# Loss tangent of a MIM film from traps tunnelling to the electrodes

A thin metal–insulator–metal capacitor often shows a loss tangent that drifts only slowly over many decades of frequency. Today I derive one mechanism with that signature: traps in the insulator that exchange electrons with the nearer electrode by tunnelling. Heiman and Warfield treated the corresponding picture for oxide traps in MOS structures in 1965.

## Premises and conventions

The film fills $0<x<d$. The bottom electrode at $x=0$ is grounded and the top one carries $V e^{i\omega t}$. Everything is per unit area, $q>0$ is the elementary charge, and the admittance is $Y=i\omega(C'-iC'')$, so that $G/\omega=C''$ and $\tan\delta=C''/C'$.

1. The host dielectric is linear and lossless, with permittivity $\varepsilon$, uniform at first.
2. Traps have density $N$ per volume and per energy, uniform in $x$ and flat near the Fermi level. Each holds zero or one electron, and their charge is averaged in the plane.
3. A trap exchanges electrons only with the nearer electrode, elastically, at a rate $1/\tau(x)$ with $\tau=\tau_0e^{x/\lambda}$.
4. There is no dc bias and the bands are flat.

Premise 3 has a simple origin. A metal state at the Fermi level decays into the film as $e^{-\kappa x}$, with $\kappa=\sqrt{2m^*\Phi}/\hbar$ in a one-band model, where $\Phi$ is the barrier from the Fermi level to the conduction band. The golden-rule rate goes as the squared amplitude at the trap, so $\lambda=1/2\kappa$.

## Step 1: one trap

Let $p$ be the occupation of a trap at energy $E$, and $f$ the Fermi function of the electrode at that energy. Capture needs a filled metal state and an empty trap, emission the reverse, and the matrix element is the same:

$$\dot p=\frac{f(1-p)-(1-f)p}{\tau}=\frac{f-p}{\tau}.$$

The signal raises the potential at the trap by $\phi(x)$, which lowers the level by $q\phi$ against the Fermi level of the grounded electrode. The target occupation changes by $\delta f=(-\partial f/\partial E)\,q\phi$. A change of $\tau$ multiplies $f-p=0$ and drops out in first order. Hence $\delta p=\delta f/(1+i\omega\tau)$. Multiply by $N$, integrate over energy with $\int(-\partial f/\partial E)\,dE=1$, and the trapped charge density is

$$\delta\rho(x)=-\frac{q^2N\phi(x)}{1+i\omega\tau(x)}.\tag{1}$$

Temperature has disappeared: a warmer sample involves more traps, each responding less.

**Question.** *Must $q\phi$ stay below $k_BT$?*

No. The rate equation is linear in $p$, and $\int[f(E-q\phi)-f(E)]\,dE=q\phi$ for any amplitude. The limit is that $N$ and $\lambda$ stay constant over the swept energy, so $q\phi\ll\Phi$.

**Question.** *And spin?*

If either spin can be captured, $\dot p=[2f-(1+f)p]/\tau$. The equilibrium is $p_0=2f/(1+f)$, which still runs from 1 to 0, so the energy integral is still one. The relaxation time becomes $\tau/(1+f)$, and the average of $\ln(1+f)$ with weight $dp_0=2\,df/(1+f)^2$ is $1-\ln2=0.31$. To leading order this only rescales $\tau_0$.

## Step 2: the lever arm enters twice

Define the elastance from the bottom electrode to the plane $x$ as $s(x)=\int_0^x dx'/\varepsilon$, and the total as $S=1/C$. To first order in $N$ the potential in (1) is the trap-free one, $\phi=V\,s/S$.

Next, what does a sheet charge $\sigma$ at $x$ induce on the top electrode when both electrodes are held at fixed potential? Call the displacement $D_1$ below the sheet and $D_2$ above. Gauss's law gives $D_2-D_1=\sigma$, and zero added voltage gives $D_1s+D_2(S-s)=0$. So $D_2=\sigma s/S$, and the top electrode acquires $-\sigma s/S$. This is the Shockley–Ramo weighting, equal to the lever arm $w=s/S$ by reciprocity. No particle current from these traps reaches the top electrode, so the current in its lead is the rate of change of its charge. Put $\sigma=\delta\rho\,dx$, sum, and divide by $V$:

$$\Delta C(\omega)=q^2N\int_0 \frac{w(x)^2\,dx}{1+i\omega\tau(x)},\qquad w=\frac{x}{d}\ \text{ for a uniform film}.\tag{2}$$

Traps near the top electrode see the potential $\phi-V=-V(1-w)$ against their own Fermi level and induce charge on the bottom electrode with weight $1-w$. By mirror symmetry they add an equal term.

## Step 3: the depth integral

Define $L=\ln(1/\omega\tau_0)$, the depth $x_\omega=\lambda L$ at which $\omega\tau=1$, and $u=(x-x_\omega)/\lambda$, so $\omega\tau=e^u$. The loss part of the Debye factor is

$$\frac{\omega\tau}{1+\omega^2\tau^2}=\frac{1}{2\cosh u},$$

a peak of width of order $\lambda$. Shallower traps follow the signal without lag and deeper ones are frozen. Extend $u$ to $\pm\infty$, write $x^2=x_\omega^2+2x_\omega\lambda u+\lambda^2u^2$, and use three integrals: $\int du/(2\cosh u)=\pi/2$, the odd term vanishes, and $\int u^2du/(2\cosh u)=\pi^3/8$. Then

$$\frac{G}{\omega}=\frac{\pi}{2}\,q^2N\lambda\left(\frac{x_\omega}{d}\right)^2\left[1+\frac{\pi^2}{4L^2}\right].\tag{3}$$

The extension to $x<0$ adds at most $\int_{-\infty}^0x^2\,\omega\tau_0e^{x/\lambda}dx=2\lambda^3\omega\tau_0$ to the integral, a relative amount $4\omega\tau_0/\pi L^2$. The extension to large $x$ costs a factor of order $e^{-(d/2-x_\omega)/\lambda}$.

The real part of the Debye factor, $1/(1+e^{2u})$, is a Fermi step of width $\lambda/2$, and the Sommerfeld expansion gives

$$\Delta C'=\frac{q^2N}{d^2}\left[\frac{x_\omega^3}{3}+\frac{\pi^2\lambda^2x_\omega}{12}\right].$$

In leading order $\Delta C'/C''=2L/3\pi$, a number of order three, so a small loss implies a small $\Delta C'$. Divide the leading term of (3) by $C=\varepsilon/d$:

$$\tan\delta=\frac{\pi q^2N\lambda\,x_\omega^2}{2\varepsilon d}\quad\text{per electrode},\tag{4}$$

and twice that for two like electrodes. For any smooth profile the same peak picks out $w(x_\omega)=Cs(x_\omega)$, so

$$\tan\delta=\frac{\pi}{2}\,q^2N\lambda\,C\,s(x_\omega)^2.\tag{5}$$

**Question.** *How flat is "flat"?*

From (4), $\tan\delta\propto L^2$ and $d\ln\tan\delta/d\ln\omega=-2/L$. That is far weaker than a Debye peak, but not constant: one power of $\lambda$ comes from the log-uniform spread of $\tau$, and the $L^2$ comes from the lever arm, which grows as slower signals reach deeper.

**Question.** *And the $1/d$ law?*

It needs a permittivity independent of $d$. The general statement is (5): $s(x_\omega)$ belongs to the interface, so the loss tangent is proportional to the capacitance density $C$, which is $\varepsilon/d$ only for a uniform film.

## Step 4: the traps screen each other

Equation (2) used the trap-free potential. To remove that step, combine (1) with Poisson's equation. With $\mathcal D=\varepsilon\,d\phi/dx$,

$$\frac{d\mathcal D}{dx}=\frac{q^2N\phi}{1+i\omega\tau_0e^{x/\lambda}}.$$

Frequency enters only through $\Lambda=\ln(1/i\omega\tau_0)=L-i\pi/2$. Hence $C=F(\Lambda)$, with $F$ analytic and real for real argument, and a first-order expansion gives $C''=(\pi/2)\,dF/dL$. For real $\Lambda$ the weight $1/(1+e^{x/\lambda-\Lambda})$ is a step at $a=\lambda\Lambda$. Treat it as sharp, which needs $\lambda\ll x_\omega$ and $k\lambda\ll1$, where $k^2=q^2N/\varepsilon$.

Let $r=\phi/\mathcal D$. Inside the active zone $\phi'=\mathcal D/\varepsilon$ and $\mathcal D'=q^2N\phi$, so $r'=1/\varepsilon-q^2Nr^2$. Outside it $\mathcal D$ is constant and equals the charge on the top electrode, if that electrode has no traps. Then $V/\mathcal D$ gives $1/C=r(a)+\int_a^d dx/\varepsilon$, and

$$\frac{d(1/C)}{da}=r'-\frac1\varepsilon=-q^2Nr(a)^2 .$$

Therefore $dC/da=C^2q^2Nr^2$, and with $C''=(\pi/2)\lambda\,dC/da$,

$$\tan\delta=\frac{\pi}{2}\,q^2N\lambda\,C'\,r(x_\omega)^2 .\tag{6}$$

This is (5) with the screened elastance $r$ in place of $s$. With traps at both electrodes the same construction holds at each side: the loss doubles and $1/C'=S-2[s(x_\omega)-r(x_\omega)]$.

If the metal screens imperfectly, part of the voltage falls between its Fermi sea and the plane $x=0$. That is an elastance $s_0$, counted in $s$ and $S$, with $r(0)=s_0$. For constant $\varepsilon$ across the active zone the solution is

$$r(x)=\frac{s_0+\tanh(kx)/k\varepsilon}{1+s_0k\varepsilon\tanh kx}.\tag{7}$$

For $s_0=0$, (6) becomes $(\pi/2)\lambda C'\tanh^2(kx_\omega)/\varepsilon$. Since $\tanh^2z=z^2(1-2z^2/3+\dots)$, it returns (4) for $kx_\omega\ll1$. For large $N$ it saturates: within the sharp-step treatment a uniform film with two electrodes cannot exceed $\pi\lambda/(d-2x_\omega)$.

## Range of validity

**Frequency.** We need $L\gg\pi/2$, and $x_\omega$ several $\lambda$ short of $d/2$.

**Density.** Equation (4) needs $kx_\omega\ll1$; otherwise use (6). Trap-to-trap transfer must be slower than transfer to the metal, so the spacing $(Nk_BT)^{-1/3}$ of traps within $k_BT$ of each other must exceed $x_\omega$.

**Temperature.** At fixed $L$ the response goes as $\lambda^3\propto(\Phi-E)^{-3/2}$, with $E$ counted from the Fermi level. Averaging over $-\partial f/\partial E$ adds the relative term $(\pi^2/6)(k_BT)^2(15/4)/\Phi^2$, and curvature of $N(E)$ adds $(\pi^2/6)(k_BT)^2N''/N$. Two larger effects can spoil the flatness. First, the host: in (4) $\tan\delta\propto1/\varepsilon(T)$, whereas with a temperature-independent interface (5) gives $\tan\delta\propto C(T)$, the opposite trend. Second, lattice relaxation: if $\tau_0$ carries a factor $e^{E_A/k_BT}$, then $L$ falls by $E_A/k_BT$.

**Bias.** A dc potential $\phi_{dc}$, linear in $x$, lowers the barrier by $q\phi_{dc}(x_\omega)$ at the active depth and by half of that on average along the path. The local $\lambda$ grows by the fraction $q\phi_{dc}/2\Phi$ and $x_\omega^2$ by the same, so the loss changes by $q\phi_{dc}(x_\omega)/\Phi$, with opposite sign at the two electrodes. Any field dependence of $\varepsilon$ comes on top.

**Other losses.** Leakage adds $G_{dc}/\omega C$, series resistance adds $\omega R C_{tot}$ with $C_{tot}$ the capacitance of the device, and the host adds its own relaxation.

## Illustration: Pt/(Ba,Sr)TiO$_3$/Pt, 30 nm, 300 K

The inputs are these. The Pt(111) work function is 5.91 eV, a compiled value (Tran 2019). With an approximate electron affinity of 4.1 eV for the titanate, the Schottky–Mott rule gives $\Phi=1.81$ eV. I assume $m^*=0.5\,m_e$, $\tau_0=10^{-12}$ s and $N=10^{20}$ cm$^{-3}$eV$^{-1}=0.1$ nm$^{-3}$eV$^{-1}$. A typical apparent relative permittivity at this thickness is 250, so $\varepsilon_0S=0.12$ nm and $C=73.8$ fF/µm$^2$. Intermediate values are carried unrounded.

With $\hbar^2/2m_e=3.81$ eV Å$^2$, $\kappa=0.487$ Å$^{-1}$ and $\lambda=0.1026$ nm. At 10 kHz, $L=16.58$ and $x_\omega=1.701$ nm. With $q/\varepsilon_0=18.1$ V nm, $q^2N/\varepsilon_0=1.81$ nm$^{-2}$.

Take the film as uniform first. Then $k^2=7.238\times10^{-3}$ nm$^{-2}$, and (4) gives

$$\tan\delta=\frac{\pi}{2}\,\frac{7.238\times10^{-3}\times0.1026\times1.701^2}{30}=1.125\times10^{-4}$$

per electrode, or $2.25\times10^{-4}$ for both. The bracket in (3) adds 0.9 %. Screening, with $kx_\omega=0.145$, lowers the value to $2.22\times10^{-4}$ by (6). Two figures are all these corrections leave: $2.2\times10^{-4}$. The cut-off at $x=0$ is bounded by $2.9\times10^{-10}$, the ratio $\Delta C'/C''$ is 3.5, the logarithmic slope is $-0.12$, and the saturation bound is 0.012. With $k_BT=0.02585$ eV the thermal term is 0.13 % and the trap spacing is 7.3 nm, well above $x_\omega$.

**Question.** *But these films are not uniform. The apparent permittivity falls as they get thinner.*

Correct, and that matters more than every correction so far, because the tunnelling zone is exactly where the extra elastance sits. Keep $\varepsilon_0S=0.12$ nm and move it around. Case A is the uniform film. Case B has a 3 nm layer of relative permittivity 75 at each electrode and 24 nm of 600 between, $0.08+0.04$ nm. Case C puts $\varepsilon_0s_0=0.04$ nm in front of each electrode, as an extreme of imperfect screening, with 750 throughout the film. These splits are assumed, chosen only to keep the trap-free value at 250. Equations (6) and (7) give, for both electrodes:

| $f$ | $L$ | $x_\omega$ (nm) | A ($10^{-4}$) | B ($10^{-3}$) | C ($10^{-3}$) |
|---|---|---|---|---|---|
| 100 Hz | 21.19 | 2.174 | 3.6 | 3.9 | 7.4 |
| 10 kHz | 16.58 | 1.701 | 2.2 | 2.4 | 7.5 |
| 1 MHz | 11.98 | 1.229 | 1.2 | 1.3 | 7.5 |

In B the unscreened lever arm at 10 kHz is 0.189 against 0.0567 in A, and its square is larger by $(250/75)^2=11.1$. Here $kx_\omega=0.264$, $k\lambda=0.016$, and $x_\omega$ reaches the edge of the layer only at 0.03 Hz. In A and B the loss falls about threefold over four decades; the ratio of $L^2$ is 3.1. In C the lever arm barely depends on depth, so the loss is flat to a few per cent. Screening matters most there: $\varepsilon_0r=0.0376$ nm against $\varepsilon_0s=0.0423$ nm, and the traps raise $C'$ by 8 %.

**Question.** *How much hangs on the assumed inputs?*

A good deal. In the unscreened A and B forms the loss is linear in $N$ and goes as $(m^*\Phi)^{-3/2}$. Interface dipoles typically put the real barrier below the Schottky–Mott value, and an input of 1.2 eV raises the loss by a factor 1.9. A factor of a hundred in $\tau_0$ acts like one row of the table. An assumed $E_A=0.2$ eV removes 7.74 from $L$, leaving 8.85, and cuts the loss to 0.28 of its value; it would then rise visibly on heating. One volt of bias shifts each electrode's share in B by the fraction 0.10.

**Question.** *Could one isolate this loss in practice?*

Leakage is no obstacle: an assumed $10^{-8}$ S/cm$^2$ adds $2.2\times10^{-8}$ at 10 kHz. Series resistance is one: 1 Ω on a $(100\ \mu\text{m})^2$ pad adds $4.6\times10^{-5}$ at 10 kHz and $4.6\times10^{-3}$ at 1 MHz, more than the trap loss in A or B. Host relaxation is the serious rival. In a series stack each part contributes its loss tangent weighted by its share of the elastance, so an interior with $\tan\delta_b$ adds $\tan\delta_b(1-CS_i)$, where $S_i$ is the elastance of the two interfaces; in B the weight is one third. In a thickness series the total is linear in $C$, with intercept $\tan\delta_b$ at $C\to0$. That separates interior from interface, though not trap tunnelling from other interface losses.

So the model's loss tangent at 10 kHz is $2.2\times10^{-4}$ for a uniform film, $2.4\times10^{-3}$ with low-permittivity layers, and $7.5\times10^{-3}$ with all the interface elastance in front of the traps. These numbers are the model's, not the material's. As typical knowledge, good films of this kind show a kilohertz loss tangent around 0.005, within a factor of two. Against that the uniform formula (4) falls short by a factor of about twenty, case B by about two, and case C lies about half as high again; since $N$ is assumed, none of this counts as agreement, and the firm conclusion is that in a film of such permittivity the placement of the interface elastance changes the trap loss by more than a factor of thirty at the same $N$.